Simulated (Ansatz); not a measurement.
## A series in volume scale on LiPb

All results are calculated (Ansatz 0.2.0). Free energy against uniform scaling of the volume at fixed shape and fractions; periodic cell, basis, potentials, k mesh and filling as listed.

The cell before it is scaled or strained (space group Pm-3m, No. 221):
```
LiPb
1.0
      3.5220     0.0000     0.0000
      0.0000     3.5220     0.0000
      0.0000     0.0000     3.5220
Li Pb
1 1
Direct
  0.50000 0.50000 0.50000
  0.00000 0.00000 0.00000
```

Settings of every row: functional PBEsol; dispersion none; potentials PAW; wave cutoff 500 eV; density cutoff 2000 eV; k mesh 7x7x7; k shift 0x0x0; occupations fermi dirac; smearing width 0.05 eV; spin none.

Limits: coarse k mesh, up to 40 meV an atom off; no spin-orbit coupling, which can matter with elements this heavy.

| row | volume scale | V (Å³/atom) | pressure (GPa) | energy above lowest point (meV/atom) |
| --- | --- | --- | --- | --- |
| 1 | 0.88 | 19.223 | 5.74 | 38.6 |
| 2 | 0.92 | 20.097 | 3.24 | 14.4 |
| 3 | 0.96 | 20.971 | 1.26 | 2.3 |
| 4 | 1 | 21.844 | ? | ? |
| 5 | 1.04 | 22.718 | -1.63 | 5.5 |
| 6 | 1.08 | 23.592 | -2.67 | 17.4 |
| 7 | 1.12 | 24.466 | -3.5 | 34.3 |

Question: what pressure should row 4 give?

Worked fit of pressure. Take u = (V_r/V)^(2/3) − 1 with V_r = 21.845 Å³ an atom, which is twice the finite (Eulerian) strain; such expansions in the strain, on which the Birch-Murnaghan equation of state is built, carry the rest volume and the bulk modulus. The shown rows have u = 0.08898, 0.05718, 0.02759, -0.02579, -0.05, -0.07276. Least squares give pressure = −0.345 + 53.64 × u + 152 × u² + 152 × u³ GPa; a parabola predicts inner rows, each left out in turn, worse (root mean square 0.028 against 0.011 GPa). The rows lie off it by 0.00, -0.01, 0.01, 0.00, 0.00, 0.00. The pressure vanishes at u = 0.0063, or V = 21.64 Å³ an atom, and there the bulk modulus at fixed shape and fractions is B = −V dP/dV = (2/3)(1 + u) dP/du = 37.3 GPa. The withheld row has u = 3e-05, so the fit gives −0.345 + 53.64 × (3e-05) + 152 × (3e-05)² + 152 × (3e-05)³ = -0.34 GPa.

The calculation gave -0.34 GPa. The fit meets it to the printed digit.

The other values of row 4: energy above lowest point 0 meV/atom.
